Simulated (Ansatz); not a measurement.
## C: energy above lowest point against volume scale

Results calculated with Ansatz 0.2.0, not measured. Free energy against uniform scaling of the volume at fixed shape and fractions; periodic cell, basis, potentials, k mesh and filling as listed.

The cell before it is scaled or strained (space group P6_3/mmc, No. 194):
```
CELL_PARAMETERS angstrom
2.52210 0.00000 0.00000
-1.26110 2.18420 0.00000
0.00000 0.00000 4.11860
ATOMIC_POSITIONS crystal
C 0.33333 0.66667 0.06250
C 0.66667 0.33333 0.56250
C 0.33333 0.66667 0.43750
C 0.66667 0.33333 0.93750
```

Settings of every row: functional PBE; dispersion none; potentials PAW; wave cutoff 420 eV; density cutoff 1680 eV; k mesh 10x10x6; k shift 0x0x0; occupations fermi dirac; smearing width 0.1 eV; spin none.

| row | volume scale | V (Å³/atom) | energy above lowest point (meV/atom) |
| --- | --- | --- | --- |
| 1 | 0.92 | 5.218 | 66.4 |
| 2 | 0.9467 | 5.37 | 30.4 |
| 3 | 0.9733 | 5.521 | 8.8 |
| 4 | 1 | 5.672 | 0 |
| 5 | 1.0267 | 5.824 | 2.3 |
| 6 | 1.0533 | 5.974 | ? |
| 7 | 1.08 | 6.126 | 35.6 |

Question: what energy above lowest point should row 6 give?

Worked fit of energy above lowest point. Take u = (V_r/V)^(2/3) − 1 with V_r = 5.5965 Å³ an atom, which is twice the finite (Eulerian) strain; such expansions in the strain, on which the Birch-Murnaghan equation of state is built, carry the rest volume and the bulk modulus. The shown rows have u = 0.04779, 0.02793, 0.0091, -0.00889, -0.02621, -0.05849. Least squares give energy above lowest point = 2.93 + 490.6 × u + 17714 × u² − 3842 × u³ meV/atom; a parabola predicts inner rows, each left out in turn, worse (root mean square 0.19 against 0.07 meV/atom). The rows lie off it by 0.0, 0.0, -0.1, 0.0, 0.0, 0.0. Its lowest point lies at u = -0.0138, or V = 5.714 Å³ an atom, and the curvature there gives the bulk modulus at fixed shape and fractions, B = (4/9)(1 + u)² E″(u)/V = 433 GPa. Letting shape and atoms relax would as a rule lower it, by much in layered, chain or molecular crystals. The withheld row has u = -0.04258, so the fit gives 2.93 + 490.6 × (-0.04258) + 17714 × (-0.04258)² − 3842 × (-0.04258)³ = 14.5 meV/atom.

The calculation gave 14.6 meV/atom. The fit lies 0.1 meV/atom (0.15 % of the column's range) below it, one unit of the last digit.
